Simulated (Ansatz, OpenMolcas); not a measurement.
**How basis sets differ on BH2SF (SMILES FBS)**

The species is BH2SF (5 atoms), meant as a singlet with charge 0. As SMILES, `FBS`. Geometry: relaxed at PBE0-D4/def2-TZVP. This is one conformer, not always the lowest.

```xyz
5

F    -1.1191   -0.9059   -1.0692
B    -0.4128   -0.3391   -0.1061
S     0.9724    0.6986   -0.5794
H    -0.7120   -0.5309    1.0337
H     1.3214    1.0037    0.6796
```

Quantity: the HOMO–LUMO gap, in eV. The values are calculated.

```json
{"level": "HF/STO-3G", "kind": "Hartree–Fock", "program": "Ansatz", "value (eV)": "15.89", "CPU time": "0.12 s"}
{"level": "HF/3-21G", "kind": "Hartree–Fock", "program": "Ansatz", "value (eV)": "14.50", "CPU time": "0.26 s"}
{"level": "HF/def2-SVP", "kind": "Hartree–Fock", "program": "OpenMolcas", "value (eV)": "14.28", "CPU time": "3.9 s"}
{"level": "HF/def2-SVPD", "kind": "Hartree–Fock", "program": "Ansatz", "value (eV)": "13.05", "CPU time": "2.1 s"}
{"level": "HF/aug-cc-pVDZ", "kind": "Hartree–Fock", "program": "OpenMolcas", "value (eV)": "12.13", "CPU time": "11 s"}
```

The values span 12.13 to 15.89 eV. A Hartree–Fock LUMO above zero doesn't converge with the basis: it sinks as sets grow more diffuse. Orbital gaps aren't excitation energies. CPU times are rough (shared hosts, several kinds of processor and program).

The gap narrows at every step from STO-3G to aug-cc-pVDZ, but not evenly. Splitting the valence shell lowers it markedly, going from 3-21G to def2-SVP changes little, and adding diffuse functions to def2-SVP brings it down again, from 14.28 to 13.05 eV.

The HOMO is probably the sulfur 3p lone pair, partly delocalised into the formally empty boron 2p orbital. As an occupied, fairly compact orbital, it should settle quickly once the valence space is flexible. The natural valence LUMO is the π* counterpart, centred on boron and pushed up by donation from fluorine and sulfur. A minimal basis describes it poorly, which suggests that the first drop is mostly a better valence antibonding level. The later drops more likely reflect a LUMO that is turning into a diffuse orbital outside the molecular framework, with little boron character left. The gap in the largest set is therefore no better a measure of the π-acceptor strength of boron than that in def2-SVP.
